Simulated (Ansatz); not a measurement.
Swapping F for Cl on Si: the atomisation energy

On one Si centre that keeps I, n of the F ligands are replaced by Cl. The atomisation energy (no zero-point term) y in kJ/mol at CCSD(T)/def2-TZVPP. Shapes, held fixed at every level: PBE0-D4/def2-TZVP. Programs: Ansatz 0.2.0.

```
molecule  n  y (kJ/mol)
   SiIF3  0        1994
 SiIClF2  1        1800
 SiICl2F  2           ?
  SiICl3  3        1419
```

Question: Fit y = c + s·n to the known rows and predict SiICl2F.

Answer: 
1. Means of the 3 rows: n = 1.33333, y = 1737.7.
2. Σ(Δn)² = 4.6667, Σ(Δn·Δy) = -893.67, so the slope is -893.67/4.6667 = -191.5.
3. Intercept: 1737.7 − (-191.5) × 1.33333 = 1993.0. The largest residual of the fit is 1.5.
4. SiICl2F: 1993.0 + (-191.5) × 2 = 1610 kJ/mol.

The run gave 1608 kJ/mol, so the prediction is off by +2 kJ/mol, about the scatter of the fit. The steps are nearly additive. The slope is the difference between a Si–Cl and a Si–F bond. Other levels give for SiICl2F: SPW92/def2-TZVPP 1941; wB97M-V/def2-TZVPP 1675 kJ/mol. Spin-orbit coupling of the free atoms (F 2, Cl 4 kJ/mol each; the atoms kept shift only the intercept) is left out. For atoms past krypton def2 sets carry core potentials with scalar relativity. Correlated rows may include outer-core shells of I, which these sets cover unevenly.

Each replacement of F by Cl costs nearly the same binding energy, and the fitted slope of -191.5 kJ/mol reflects how much stronger Si–F is than Si–Cl. Fluorine is more electronegative and its compact 2p shell gives a short, strongly polar bond with a large ionic contribution; chlorine binds through more diffuse 3p orbitals at longer range and with less charge separation. The near-constant step suggests that the remaining ligands, iodine included, respond only weakly to each exchange, so any non-additive coupling between the halogens is small beside the bond difference itself.

SPW92 shows the familiar overbinding of the local density approximation, whereas the smaller excess of wB97M-V over CCSD(T) probably reflects in part the slow basis-set convergence of the correlated energy, which would leave 1608 kJ/mol too low as an absolute value. The good prediction therefore supports additivity within one level, not the accuracy of that level, and the slope is a difference of average bond contributions rather than of stepwise dissociation energies.
